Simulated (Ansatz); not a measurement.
## Al: Boltzmann equation against the high-temperature formula, calculated with Ansatz

Space group Fm-3m (No. 225), 1 atom in the cell of the first input below: a = 2.854 Å, b = 2.854 Å, c = 2.854 Å, α = 60.00°, β = 60.00°, γ = 60.00°.

The cell was built from a prototype of a structure type listed for this element, relaxed without spin–orbit coupling to zero pressure (pressure 0.0 GPa with this functional, without spin–orbit coupling). Functional: PBE.

Input:

```yaml
crystal:
  lattice:
    - [0.0, 2.0183282451, 2.0183282451]
    - [2.0183282451, 0.0, 2.0183282451]
    - [2.0183282451, 2.0183282451, 0.0]
  atoms:
    - { symbol: Al, position: [0.0, 0.0, 0.0] }
basis:
  ecutwfc: 420
  ecutrho_ratio: 4
kpoints:
  mp_grid: { grid: [15, 15, 15] }
hamiltonian:
  xc: pbe
scf:
  occupations: { method: methfessel_paxton, width: 0.2 }
output: {}
phonons:
  supercell: [3, 3, 3]
  qpath:
    path:
      - [[0.0, 0.0, 0.0], [0.5, 0.0, 0.5], [0.625, 0.25, 0.625]]
      - [[0.375, 0.375, 0.75], [0.0, 0.0, 0.0], [0.5, 0.5, 0.5], [0.5, 0.25, 0.75], [0.5, 0.0, 0.5]]
    npoints: 6
  electrical_resistivity: { mesh: [30, 30, 30], temperatures: [50, 100, 200, 300, 500] }
  superconductivity: { mesh: [30, 30, 30], eliashberg_equations: false }
```

```bash
ansatz run input.yaml --threads 8 --pin off --max-ram 15360MiB --backend cpu --events-out ev --progress --plain --runs-dir out
```

Time: 94 s on 8 threads of Intel(R) Xeon(R) Platinum 8259CL CPU @ 2.50GHz (Skylake/Cascade Lake), on a shared host, peak memory 3.4 GiB.

λ_tr,xx from the finest mesh down: 0.349, 0.349. The next coarser mesh moves the resistivity at 300 K by under 1 % along the axis that moves most.

The run gives λ_tr,xx = 0.349 and a Drude plasma energy ħω_p,xx = 12.50 eV.

Task: Estimate the resistivity along x at 300 K from the high-temperature formula.

Result: ħ/τ = 2π λ_tr k_B T = 0.0567 eV and ρ = 1/(ε0 ω_p² τ) = 2.70 μΩ cm. The Boltzmann solution gives 2.44 μΩ cm, so the estimate is 10 % high.

| T (K) | ρ_xx (μΩ cm) | ρ_zz (μΩ cm) | formula, xx | R_H, field along x, y or z (10⁻¹¹ m³/C) |
| --- | --- | --- | --- | --- |
| 50 | 0.05 | 0.05 | 0.45 | -3.43 |
| 100 | 0.42 | 0.42 | 0.90 | -2.75 |
| 200 | 1.45 | 1.45 | 1.80 | -2.95 |
| 300 | 2.44 | 2.44 | 2.70 | -3 |
| 500 | 4.32 | 4.32 | 4.50 | -2.99 |

At 300 K the next coarser mesh moves R_H by up to 1 %.

At 50 K the solution is 0.1 times the linear formula, and at 500 K 0.96 times. The formula is meant for temperatures above the phonon energies and for bands that vary little within k_B T.

Caveats: small supercell, couplings not converged in it.

The Boltzmann resistivity lies below the high-temperature formula at every temperature listed, and the ratio of the two climbs steadily towards one. The formula gives each phonon mode its classical occupation, whereas in aluminium, a light and stiff metal, many modes are still partly frozen out at room temperature. On cooling, the surviving long-wavelength phonons also deflect electrons only through small angles, which relaxes the current inefficiently and makes the resistivity fall much faster than linearly. The formula's 2.70 μΩ cm happens to lie closer to the measured room-temperature value than the Boltzmann 2.44 μΩ cm, but this probably reflects compensating errors, not better physics.

The negative Hall coefficient is of the size expected for three nearly free electrons per atom. Its non-monotonic change below 200 K and near constancy above suggest that scattering rates vary over the Fermi surface in a temperature-dependent way at first, then scale together. These values do not bear on the high-field limit, where aluminium's Hall coefficient is known to turn positive.
